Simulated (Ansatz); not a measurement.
CdS: the change of energy above lowest point with volume scale

All results are calculated (Ansatz 0.2.0). Free energy against uniform scaling of the volume at fixed shape and fractions; periodic cell, basis, potentials, k mesh and filling as listed.

The cell before it is scaled or strained (space group F-43m, No. 216):
```
cell vectors (Å)
   0.0000     2.9165     2.9165
   2.9165     0.0000     2.9165
   2.9165     2.9165     0.0000
atoms (fractions of the cell vectors)
Cd  0.00000  0.00000  0.00000
S   0.25000  0.25000  0.25000
```

Settings of every row: functional LDA; dispersion none; potentials all-electron LAPW; k mesh 6x6x6; k shift 0x0x0; occupations fixed; smearing width 0 eV; spin none; relativity none; SCF threshold exponent -8.

```csv
row,volume scale,V (Å³/atom),energy above lowest point (meV/atom)
1,0.94,23.319,17.2
2,0.96,23.815,6.7
3,0.98,24.312,1.1
4,1,24.808,0
5,1.02,25.304,?
6,1.04,25.8,9.2
7,1.06,26.296,18.8
```

Question: what energy above lowest point should row 5 give?

Worked fit of energy above lowest point. Take u = (V_r/V)^(2/3) − 1 with V_r = 24.56 Å³ an atom, which is twice the finite (Eulerian) strain; such expansions in the strain, on which the Birch-Murnaghan equation of state is built, carry the rest volume and the bulk modulus. The shown rows have u = 0.03517, 0.02075, 0.00679, -0.00668, -0.0323, -0.04451. Least squares give energy above lowest point = 0.03 + 82.8 × u + 11444 × u² + 2450 × u³ meV/atom; a parabola predicts inner rows, each left out in turn, worse (root mean square 0.054 against 0.027 meV/atom). All shown rows lie on it to the printed digit. Its lowest point lies at u = -0.0036, or V = 24.69 Å³ an atom, and the curvature there gives the bulk modulus at fixed shape and fractions, B = (4/9)(1 + u)² E″(u)/V = 65.4 GPa. The withheld row has u = -0.0197, so the fit gives 0.03 + 82.8 × (-0.0197) + 11444 × (-0.0197)² + 2450 × (-0.0197)³ = 2.8 meV/atom.

The calculation gave 2.8 meV/atom. The fit meets it to the printed digit.
